## Why the band edges of CdS move so unequally away from the zone centre

In wurtzite CdS a step from the zone centre along the hexagonal axis lowers the top of the valence band by about 0.2 eV but raises the lowest empty level by more than 1 eV. The difference comes from the orbitals: on this axis the topmost sulfur p states cannot mix with s states, whereas the empty band is s-like and meets a p partner as soon as it leaves the centre.

Kohn–Sham levels of wurtzite CdS (4-atom cell, geometry as given) from ABINIT 10.8.3 with LDA, without spin polarisation or spin–orbit coupling. The runs use PseudoDojo NC SR LDA v0.4.1 standard pseudopotentials, a 1278.94 eV plane-wave cutoff, a 5×5×3 k mesh and Fermi–Dirac smearing of 0.05 eV. Levels are counted from the valence top.

| point a (reciprocal cell vector) | point b (reciprocal cell vector) | point c (reciprocal cell vector) | level under 4 (eV) | level under 3 (eV) | level under 2 (eV) | level under 1 (eV) | level over 1 (eV) | level over 2 (eV) |
| --- | --- | --- | --- | --- | --- | --- | --- | --- |
| 0.0000 | 0.0000 | 0.0000 | -0.774 | -0.047 | 0.000 | 0.000 | 0.906 | 2.535 |
| 0.4000 | 0.2000 | 0.0000 | -2.823 | -2.201 | -1.537 | -1.345 | 4.286 | 4.652 |
| 0.0000 | 0.0000 | 0.3333 | -0.591 | -0.591 | -0.205 | -0.205 | 2.192 | 2.644 |
| 0.2000 | 0.0000 | 0.3333 | -1.634 | -0.985 | -0.747 | -0.514 | 2.995 | 3.695 |
| 0.4000 | 0.0000 | 0.3333 | -1.967 | -1.538 | -1.026 | -0.981 | 3.049 | 3.703 |
| 0.2000 | 0.2000 | 0.3333 | -1.892 | -1.863 | -1.264 | -0.880 | 3.619 | 4.414 |
| 0.4000 | 0.2000 | 0.3333 | -2.470 | -1.775 | -1.545 | -1.120 | 3.794 | 4.402 |

Each row is one wave vector, with components $a$, $b$ and $c$ in units of the reciprocal cell vectors; $c$ runs along the hexagonal axis. "Level under 1" is the highest filled level and "level over 1" the lowest empty one, both counted from the valence top. The printed analysis after this text lists the differences used here.

### Two layers, two copies of each band

The cell holds two CdS layers related by a screw axis, so each band of a single layer appears twice. Let $e$ be the energy of a layer state and $t$ its coupling to the same state in the next layer. A full cell vector carries the phase $2\pi c$, one layer carries half of it, and the two copies lie at

$$E = e \pm 2t\cos(\pi c).$$

At the centre the top pair lies at 0 and the fourth level at −0.774 eV. Symmetry suggests that this fourth level belongs to the second copy of the pair, its partner falling just outside the four levels listed. Then $e = -0.387$ eV and $2t = 0.387$ eV.

At $c = 1/3$ the cosine is one half, so the pairs should lie at $-0.387 \pm 0.194$ eV, that is at −0.19 and −0.58 eV. The calculation gives two exact pairs at −0.205 and −0.591 eV. These levels did not enter the estimate, and it misses them by only about 0.01 eV.

### Where the cosine fails

The same rule, applied to the two empty levels at the centre, puts the lowest empty level at $c = 1/3$ at 1.31 eV. The calculation gives 2.192 eV. If the second empty level at the centre is the folded copy of the first, nearly 80% of the band's rise comes in the first third of the unfolded path, where a cosine allows 25%.

Theory traces the steep start of this rise to the four cadmium neighbours of each sulfur atom. One sits straight above or below along the axis, the other three on the opposite side at a third of that height. At the zone centre all cadmium s orbitals are in phase, and their overlaps with a sulfur p orbital along the axis nearly cancel: one large term against three small ones of opposite sign. A phase along the axis spoils this balance, the s and p states mix, and they repel each other.

The filled partner should therefore sink while the empty level climbs. The single level 0.047 eV below the top at the centre does sink: at $c = 1/3$ it has dropped below all four listed levels, a fall of at least 0.54 eV. Coupling between the p orbitals along the axis may contribute to this fall. The p orbitals lying in the plane escape the mixing, because the three lower or upper neighbours surround them evenly and keep a common phase all along the axis.

This mixing doesn't explain why the rise of the empty band stops. It should keep growing to the end of the unfolded path, yet on the same reading of the levels the band flattens, with 2.644 eV at two thirds and 2.535 eV at the end. Something else must hold it down there. Likely candidates are a weaker upward push from the sulfur s states far below and a stronger downward push from higher empty states.

### Off the axis

With an in-plane part in the wave vector, those three neighbours no longer share one phase, so in-plane p orbitals can mix with s states too. The two in-plane directions also stop being equivalent, and the exact pairs split. Among the five rows at $c = 1/3$ the valence top sinks steadily with in-plane distance, from −0.205 to −1.120 eV.

Mixing with s states can't be the whole cause. At $(0.2, 0, 1/3)$ and $(0.4, 0, 1/3)$ a mirror plane still forbids it for the p orbital that points across the in-plane step, yet every filled level there lies below −0.205 eV. Coupling among the sulfur p orbitals, directly or through other cadmium orbitals, probably supplies the rest.

The lowest empty level rises with in-plane distance, with one exception: at $(0.4, 0, 1/3)$ it lies 0.57 eV lower than at $(0.2, 0.2, 1/3)$, although the latter is nearer the axis. A likely reason is a side valley. In the cubic stacking of the same tetrahedra, the conduction band has valleys at the points called L and X, and in the hexagonal zone some of both fall at $(1/2, 0, 1/3)$, close to this row.

At $(0.4, 0.2)$ the effect of a step in $c$ is reversed: the vertical gap shrinks by about 0.7 eV instead of growing. The in-plane phases have already broken the cancellation there, so the argument for a widening gap no longer applies. What sets the size of the shrinkage remains open.

### What this means for the absorption edge

The smallest vertical gap on the whole mesh, 0.906 eV, is at the zone centre; the next smallest among the listed points is 2.397 eV. The onset of absorption therefore belongs to states near the centre. Its position should not be read from this calculation: LDA places it far below the measured gap of roughly 2.5 eV. Because s and p states repel more strongly the closer they lie, the early rise of the empty band is probably exaggerated as well. The exact pairs also depend on the level of theory, since spin–orbit coupling, left out here, would split the top pair at the centre.

The analysis program printed:

```
In-plane distance and vertical gap:
  row    a    b       c  in-plane distance in reciprocal vectors  vertical gap in eV
  0.0    0    0       0                                        0               0.906
  0.4  0.4  0.2       0                                   0.5292               5.631
  0.0    0    0  0.3333                                        0               2.397
  0.2  0.2    0  0.3333                                      0.2               3.509
  0.4  0.4    0  0.3333                                      0.4                4.03
  0.2  0.2  0.2  0.3333                                   0.3464               4.499
  0.4  0.4  0.2  0.3333                                   0.5292               4.914
Upper pair at one third by the cosine in eV: -0.1935
Lower pair at one third by the cosine in eV: -0.5805
Distance between the two pairs at one third in eV: 0.386
Share of the change in the first third by the cosine in percent: 25
Share of the change in the first third for the valence pair in percent: 26.49
Share of the change in the first third for the empty level in percent: 78.94
Lowest empty level at one third by the cosine in eV: 1.313
Rise of the lowest empty level from centre to one third in eV: 1.286
Second empty level at one third less that at the centre in eV: 0.109
Distance of the singlet under the top pair at the centre in eV: 0.047
Least fall of the singlet from centre to one third in eV: 0.544
Closest two of the lowest listed valence levels off the axis in eV: 0.029
Empty level at point 0.4 0 one third less that at 0.2 0.2 one third in eV: -0.57
Change of the valence top at 0.4 0.2 for c from 0 to one third in eV: 0.225
Change of the empty level at 0.4 0.2 for c from 0 to one third in eV: -0.492
Spread of the lowest empty level over all rows in eV: 3.38
Spread of the valence top over all rows in eV: 1.345
```
